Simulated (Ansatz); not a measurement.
## Swapping F for Cl on Mo: the dipole moment

On one Mo centre that keeps OH and OH, n of the F ligands are replaced by Cl. The dipole moment y in D at wB97M-V/def2-TZVPP. Shapes, held fixed at every level: PBE0-D4/def2-TZVP. Flexible molecules stand in one conformer, not always the lowest. Programs: Ansatz 0.2.0.

| molecule | n | y (D) |
| --- | --- | --- |
| Mo(OH)2F4 | 0 | 3.11 |
| Mo(OH)2ClF3 | 1 | 3.00 |
| Mo(OH)2Cl3F | 3 | ? |
| Mo(OH)2Cl4 | 4 | 2.28 |

**Question.** Fit y = c + s·n to the known rows and predict Mo(OH)2Cl3F.

**Answer.** 
1. Means of the 3 rows: n = 1.66667, y = 2.797.
2. Σ(Δn)² = 8.6667, Σ(Δn·Δy) = -1.8633, so the slope is -1.8633/8.6667 = -0.215.
3. Intercept: 2.797 − (-0.215) × 1.66667 = 3.155. The largest residual of the fit is 0.060.
4. Mo(OH)2Cl3F: 3.155 + (-0.215) × 3 = 2.51 D.

The run gave 2.70 D, so the prediction is off by -0.19 D, more than the scatter of the fit. The steps per swap are uneven (-0.11, -0.15, -0.42), so a line is a poor model. Dipoles add as vectors. Other levels give for Mo(OH)2Cl3F: PBE-D4/def2-TZVPP 2.50; r2SCAN-D4/def2-TZVPP 2.58 D. For atoms past krypton def2 sets carry core potentials with scalar relativity.

The dipole moment falls at every stage from the all-fluoride to the all-chloride complex, but most steeply at the last replacement. Chlorine is less electronegative than fluorine and binds Mo(VI) more covalently, which reduces the charge separation, while the longer Mo–Cl bond partly offsets this. The net moment also depends on where each chloride sits. Exchanging one member of a trans halide pair spoils a cancellation that exchanging the second largely restores, so equal steps are not expected. Changes in hydroxyl orientation probably add to the unevenness, since the O–H bonds are themselves strongly polar.

The small residual was a weak guide to predictive error, because three points leave a straight line only one degree of freedom. The near match between the fitted 2.51 D and the PBE-D4 value of 2.50 D is coincidental and doesn't rescue the linear model, which was built on wB97M-V data. Without a comparison of positional isomers, the slope can't be read as an intrinsic effect of one F-to-Cl exchange.
